\section*{Overlap factor for intraband scattering in the Kane model: an inverse problem for n-InSb}

\subsection*{1. Matrix element and definition}

A screened ion varies slowly over the unit cell. Between Bloch states $e^{i\mathbf k\cdot\mathbf r}u_{\mathbf k\mu}$ of one band its matrix element factorises, with central-cell and umklapp parts dropped:
\begin{equation}
\langle \mathbf k'\mu'|V|\mathbf k\mu\rangle = V(\mathbf k'-\mathbf k)\,\langle u_{\mathbf k'\mu'}|u_{\mathbf k\mu}\rangle .
\end{equation}
The band is a degenerate doublet, $\mu=\pm\tfrac12$. Sum over the final label and average over the initial one:
\begin{equation}
G(\mathbf k,\mathbf k')=\tfrac12\sum_{\mu\mu'}|\langle u_{\mathbf k'\mu'}|u_{\mathbf k\mu}\rangle|^2 .
\label{eq:def}
\end{equation}
$G$ is half the trace of the product of the two doublet projectors, so it does not depend on the basis chosen inside either doublet.

\subsection*{2. Conduction states}

Conventions. Eight-band model of Kane (1957), spherical. Energy zero at the $\Gamma_6$ edge, $\Gamma_8$ at $-E_g$, $\Gamma_7$ at $-E_g-\Delta$. The free-electron term and remote bands are dropped (sizes in section 7). Orbital and spin axes are taken along $\mathbf k$, so $\mu$ is the projection of $\mathbf J$ on $\mathbf k$. The phase of the s function is fixed by $\langle iS|H|Z\rangle=Pk>0$, and $E_P=2m_0P^2/\hbar^2$.

With Condon--Shortley phases and $|1,0\rangle=Z$, the state $|\tfrac32,\mu\rangle$ holds $Z\chi_\mu$ with amplitude $\sqrt{2/3}$ for both $\mu$, and $|\tfrac12,\mu\rangle$ holds it with amplitude $-2\mu/\sqrt3$. The states $|\tfrac32,\pm\tfrac32\rangle$ do not couple. Hence
\begin{equation}
u_{\mathbf k\mu}=a\,|iS,\mu\rangle+\alpha\,|\tfrac32,\mu\rangle-2\mu\beta\,|\tfrac12,\mu\rangle ,
\end{equation}
\begin{equation}
\frac{\alpha^2}{a^2}=\frac23\frac{P^2k^2}{y_8^2},\qquad
\frac{\beta^2}{a^2}=\frac13\frac{P^2k^2}{y_7^2},\qquad
y_8=E+E_g,\quad y_7=E+E_g+\Delta ,
\label{eq:amp}
\end{equation}
with $a,\alpha,\beta\ge0$ and p weight $s^2=\alpha^2+\beta^2=1-a^2$. The secular equation is
\begin{equation}
E=P^2k^2\left[\frac{2}{3y_8}+\frac{1}{3y_7}\right]
\quad\Longleftrightarrow\quad a^2E=\alpha^2y_8+\beta^2y_7 .
\label{eq:sec}
\end{equation}
Differentiate the first form: $dE\,[1+s^2/a^2]=2E\,dk/k$, and the bracket is $1/a^2$. The mass $m(E)=\hbar^2k/(dE/dk)$ therefore obeys
\begin{equation}
a^2E=\frac{\hbar^2k^2}{2m(E)} .
\label{eq:mass}
\end{equation}

\subsection*{3. The overlap factor}

The basis along $\mathbf k'$ is the basis along $\mathbf k$ rotated by the scattering angle $\theta$. Each multiplet contributes its own Wigner element. With $x=\cos\theta$,
\begin{equation}
d^{1/2}_{\frac12\frac12}=\cos\tfrac\theta2,\quad
d^{1/2}_{\frac12,-\frac12}=-\sin\tfrac\theta2,\quad
d^{3/2}_{\frac12\frac12}=\tfrac{3x-1}{2}\cos\tfrac\theta2,\quad
d^{3/2}_{\frac12,-\frac12}=-\tfrac{3x+1}{2}\sin\tfrac\theta2 .
\end{equation}
The $\Gamma_7$ product carries the sign $4\mu\mu'$. Both initial labels give the same sum, so
\begin{equation}
G=\cos^2\tfrac\theta2\left[aa'+\beta\beta'+\alpha\alpha'\tfrac{3x-1}{2}\right]^2
+\sin^2\tfrac\theta2\left[aa'-\beta\beta'+\alpha\alpha'\tfrac{3x+1}{2}\right]^2 .
\end{equation}
Write the brackets as $M\mp D$ with $M=aa'+\tfrac32\alpha\alpha'x$ and $D=\tfrac12\alpha\alpha'-\beta\beta'$. Then $G=M^2-2MDx+D^2=(M-Dx)^2+D^2(1-x^2)$, that is
\begin{equation}
G=\left[aa'+(\alpha\alpha'+\beta\beta')\cos\theta\right]^2+\left(\tfrac12\alpha\alpha'-\beta\beta'\right)^2\sin^2\theta .
\label{eq:G}
\end{equation}
Limits.
\begin{itemize}
\item $\Delta=0$: $\alpha^2=\tfrac23s^2$, $\beta^2=\tfrac13s^2$, $D=0$, and $G=(aa'+ss'\cos\theta)^2$.
\item $\Delta\gg E+E_g$: $\beta\to0$, $\alpha\to s$, and $G=(aa'+ss'\cos\theta)^2+\tfrac14(ss')^2\sin^2\theta$.
\item Pure $\Gamma_8$, light hole ($a=\beta=0$, $\alpha=1$): $G=\tfrac14(1+3\cos^2\theta)$. The heavy-hole doublet gives $\cos^6\tfrac\theta2+\sin^6\tfrac\theta2$, which is the same function.
\end{itemize}
For elastic scattering the primes drop. With $t=\sin^2(\theta/2)$,
\begin{equation}
G=(1-2s^2t)^2+4D^2t(1-t)=1+g_1t+g_2t^2,\qquad D=\tfrac12\alpha^2-\beta^2 .
\label{eq:Gel}
\end{equation}
$G$ is a quadratic in $t$ with $G=1$ at $t=0$. Two angles fix it, and a third adds a test but no parameter.

\subsection*{4. Mobility of the degenerate gas}

Take singly charged donors and acceptors, uncorrelated, $N_I=N_D+N_A$ and $n=N_D-N_A=k_F^3/3\pi^2$. Per unit volume $|V(q)|=e^2/[\varepsilon\varepsilon_0(q^2+q_s^2)]$ with $q^2=4k_F^2t$. The Thomas--Fermi wave vector uses the density of states $m_Fk_F/\pi^2\hbar^2$, where $m_F=m(E_F)$:
\begin{equation}
q_s^2=\frac{4k_F}{\pi a^*},\qquad a^*=\frac{4\pi\varepsilon\varepsilon_0\hbar^2}{m_Fe^2},\qquad
\eta=\frac{q_s^2}{4k_F^2}=\frac{1}{\pi k_Fa^*}.
\end{equation}
The golden rule with weight $1-\cos\theta=2t$ and $|d\cos\theta|=2\,dt$ gives
\begin{equation}
\frac1\tau=\frac{N_Im_Fe^4}{8\pi(\varepsilon\varepsilon_0)^2\hbar^3k_F^3}\,\Phi,\qquad
\Phi=\int_0^1\frac{t\,G(t)\,dt}{(t+\eta)^2}=J_1+g_1J_2+g_2J_3 .
\label{eq:tau}
\end{equation}
With $\Lambda=\ln(1+1/\eta)$ the moments $J_p=\int_0^1t^p(t+\eta)^{-2}dt$ are
\begin{equation}
J_1=\Lambda-\frac{1}{1+\eta},\quad
J_2=1-2\eta\Lambda+\frac{\eta}{1+\eta},\quad
J_3=\frac12-2\eta+3\eta^2\Lambda-\frac{\eta^2}{1+\eta}.
\end{equation}
$J_1$ alone is the Brooks--Herring factor. From $\mu_e=e\tau/m_F$,
\begin{equation}
\mu_e=\frac{\mu_1}{\Phi}\frac{n}{N_I},\qquad \mu_1=\frac{3\pi}{2}\frac{e\,a^{*2}}{\hbar}.
\label{eq:mu}
\end{equation}

\subsection*{5. Data and unknowns}

The values below are made for the exercise and rounded as data are. They stand for a sample of n-InSb at 4.2 K ($k_BT=0.36$ meV) and for a band calculation that returns direction-averaged overlaps on the sphere $k=k_F$.

\begin{center}
\begin{tabular}{lll}
quantity & value & assigned uncertainty\\ \hline
Hall density $n$ & $1.00\times10^{18}$ cm$^{-3}$ & 2\%\\
mass at the Fermi level $m_F$ & $0.0302\,m_0$ & 1\%\\
mobility $\mu_e$ & $3.20\times10^4$ cm$^2$/V\,s & 3\%\\
$G_\pi=G(180^\circ)$ & 0.207 & 0.0005 (rounding)\\
$G_\perp=G(90^\circ)$ & 0.543 & 0.0005 (rounding)\\
\end{tabular}
\end{center}

One outside input is needed: $\varepsilon=17.9$, a compiled 300 K value (Rakita 2019). The Hall factor is 1 for a degenerate spherical band. Unknowns: $E_g$, $\Delta$, $E_P$, $N_I$. With $k_F$ fixed by $n$, four data remain for four unknowns.

\subsection*{6. Inversion}

Intermediate values are carried unrounded and printed with guard digits.

\emph{Step 1, scales.} $k_F=0.3094$ nm$^{-1}$, $\epsilon_0^{\rm free}=\hbar^2k_F^2/2m_0=3.646$ meV, and $\epsilon_F^*=\hbar^2k_F^2/2m_F=120.7$ meV.

\emph{Step 2, p weight.} At $t=1$, $G_\pi=(1-2s^2)^2$:
\begin{equation}
s^2=\tfrac12\left(1-\sqrt{G_\pi}\right)=0.2725,\qquad a^2=0.7275 .
\end{equation}
Equation \eqref{eq:mass} gives $E_F=\epsilon_F^*/a^2=166.0$ meV.

\emph{Step 3, split between $\Gamma_8$ and $\Gamma_7$.} At $t=\tfrac12$, $G_\perp=a^4+D^2$ with $a^4=0.52924$. So $D^2=0.01376$ and $D=0.1173$. Then
\begin{equation}
\alpha^2=\tfrac23(s^2+D)=0.2599,\qquad \beta^2=\tfrac13(s^2-2D)=0.01263,\qquad
\rho=\frac{y_7}{y_8}=\sqrt{\frac{\alpha^2}{2\beta^2}}=3.208 ,
\end{equation}
the last from \eqref{eq:amp}.

\emph{Step 4, band parameters.} Combine \eqref{eq:sec} and \eqref{eq:mass}:
\begin{equation}
y_8=\frac{\epsilon_F^*}{\alpha^2+\rho\beta^2}=402.0\ \text{meV},\qquad
E_g=y_8-E_F=0.236\ \text{eV},\qquad
\Delta=(\rho-1)\,y_8=0.89\ \text{eV},
\end{equation}
\begin{equation}
E_P=\frac{3\alpha^2y_8^2}{2a^2\epsilon_0^{\rm free}}=23.7\ \text{eV},\qquad
\frac{m_n}{m_0}=\left\{E_P\left[\frac{2}{3E_g}+\frac{1}{3(E_g+\Delta)}\right]\right\}^{-1}=0.0135 ,
\end{equation}
where $m_n$ is the band-edge mass.

\emph{Step 5, impurities.} The quadratic \eqref{eq:Gel} follows from the data without steps 2 to 4:
\begin{equation}
g_1=4G_\perp-G_\pi-3=-1.035,\qquad g_2=2G_\pi-4G_\perp+2=0.242 .
\end{equation}
It predicts $G(60^\circ)=0.756$ and $G(120^\circ)=0.360$. Screening: $a^*=31.37$ nm, $k_Fa^*=9.70$, $\eta=0.03280$, $\Lambda=3.449$. Moments: $J_1=2.481$, $J_2=0.8054$, $J_3=0.4445$, so $\Phi=1.755$. The overlap removes 29\% of the rate. With $\mu_1=7.043\times10^4$ cm$^2$/V\,s an uncompensated sample would have $\mu_1/\Phi=4.01\times10^4$ cm$^2$/V\,s. Therefore
\begin{equation}
\frac{N_I}{n}=\frac{\mu_1}{\Phi\,\mu_e}=1.25,\qquad N_A=\tfrac12(N_I-n)=0.13\times10^{18}\ \text{cm}^{-3},\qquad \frac{N_A}{N_D}=0.11 .
\end{equation}
Setting $G=1$ returns $N_I/n=0.89$, fewer ions than electrons. Within this model the data cannot be read without the overlap factor.

\subsection*{7. Uniqueness and errors}

\emph{Root of $G_\pi$.} The other root is $s^2=0.7275$. For $E_g>0$ and $E_g+\Delta>0$ both $y_8$ and $y_7$ exceed $E$, and \eqref{eq:sec} then gives $a^2>s^2$. The root is excluded.

\emph{Sign of $D$.} Only $D^2$ enters $G$. The choice $D=-0.1173$ gives $\rho=0.553$, $E_g=0.45$ eV and $\Delta=-0.27$ eV, with $\Gamma_7$ above $\Gamma_8$. It reproduces all five data. Only the prior knowledge that $\Gamma_8$ is the top of the valence band, $\Delta>0$, removes it.

\emph{Existence.} For $0\le\Delta<\infty$, $D$ runs from 0 to $s^2/2$. At the given $G_\pi$ this confines $G_\perp$ to the window from 0.5292 to 0.5478. The whole range of $\Delta$ is mapped onto a width of 0.0186, and $\Delta$ diverges at the upper end.

$N_I$ is unique: it depends on $g_1$ and $g_2$ only, whichever branch is taken.

\emph{Rounding of $G$.} Linear response in per cent to a shift of $+0.0005$:
\begin{center}
\begin{tabular}{lccccc}
 & $E_g$ & $\Delta$ & $E_P$ & $m_n$ & $N_I/n$\\ \hline
$G_\perp$ & $+0.42$ & $+8.8$ & $+1.04$ & $+0.01$ & $-0.041$\\
$G_\pi$ & $-0.12$ & $-6.5$ & $-0.71$ & $+0.12$ & $-0.002$\\
\end{tabular}
\end{center}
$\Delta$ is ill conditioned because $\beta^2$ is a small difference taken after another small difference, $D^2=G_\perp-a^4$. Repeating steps 2 to 4 at the two adverse corners of the rounding box gives $\Delta=0.77$ and $1.04$ eV. The shifts of $\Delta$, $E_P$ and $E_g$ nearly cancel in $m_n$.

\emph{Errors in $n$ and $m_F$.} The weights do not depend on them. Thus $E_F,E_g,\Delta\propto n^{2/3}/m_F$, $E_P\propto n^{2/3}/m_F^2$ and $m_n\propto m_F$. Adding all entries in quadrature, the rounding half-widths included: $E_g=0.236\pm0.004$ eV, $E_P=23.7\pm0.6$ eV, $m_n=(0.0135\pm0.0001)\,m_0$.

\emph{Impurity density.} Here $-d\ln\Phi/d\ln\eta=0.46$, so
\begin{equation}
\delta\ln\frac{N_I}{n}=-\delta\ln\mu_e+1.54\,\delta\ln\frac{\varepsilon}{m_F}-0.15\,\delta\ln n .
\end{equation}
The listed uncertainties give 3.4\%, $N_I/n=1.25\pm0.04$. The subtraction of $n$ amplifies this to 17\% in $N_A/n$. The dielectric constant matters as much: a 300 K value is used at 4.2 K, and a value lower by 5\% gives $N_I/n=1.16$ and $N_A/n=0.08$.

\emph{What the mobility sees.} At fixed $s^2$ the two limiting forms of $G$ give $\Phi=1.735$ for $\Delta=0$ and $\Phi=1.762$ for large $\Delta$, a spread of 1.5\%, with $N_I/n=1.27$ and $1.25$. The mobility responds to the p weight through the $\cos\theta$ term. The $\sin^2\theta$ term, and with it $\Delta$, lies below the 3\% uncertainty of $\mu_e$.

\emph{Neglected terms.}
\begin{itemize}
\item Free-electron term. It adds $\hbar^2k^2/2m_0$ to every band and leaves the $u_{\mathbf k\mu}$ unchanged in form. Keeping it replaces $1/m_F$ by $1/m_F-1/m_0$ in \eqref{eq:mass} and lowers $E_g$ and $\Delta$ by 3\%, $E_g$ to 0.229 eV. This exceeds the data error, so the third digit of $E_g$ belongs to the stated convention.
\item Remote bands. They shift the levels by $\epsilon_0^{\rm free}$ times factors of order one, and $\epsilon_0^{\rm free}$ is 1.5\% of $E_g$. The inferred $E_g$ and $E_P$ are effective values in this sense. Warping and inversion asymmetry can also bend $G$ away from a quadratic in $t$. A departure of 0.0005 at a third angle would already widen the range of $\Delta$.
\item Screening. Multiplying $\eta$ by the parabolic-band Lindhard function of $q/2k_F=\sqrt t$ raises $\Phi$, and lowers $N_I/n$, by about 2\%.
\item Born approximation. Its parameter is $1/k_Fa^*=0.10$. Higher orders are not included, and a change of the rate by a few per cent would compete with the 3.4\% above.
\end{itemize}

\emph{Origin of the data.} $m_F$, $G_\pi$ and $G_\perp$ were generated from the model of section 2 with the compiled values $E_g=0.235$ eV, $\Delta=0.81$ eV and $m_n=0.0135\,m_0$ (Vurgaftman 2001), which imply $E_P=23.5$ eV in this convention. Their recovery is by construction and tests the inversion, not the material. The unrounded $G_\perp$ is 0.5425, near the lower edge of its rounding interval, and this is what moves $\Delta$ from 0.81 to 0.89 eV. The mobility was chosen within the typical low-temperature range for n-InSb near $10^{18}$ cm$^{-3}$, a few $10^4$ cm$^2$/V\,s. The compensation ratio 0.11 is the model's number for these inputs: the sample is weakly compensated, with $N_A/n$ known to a few tens of per cent once $\varepsilon$ and the screening form are counted.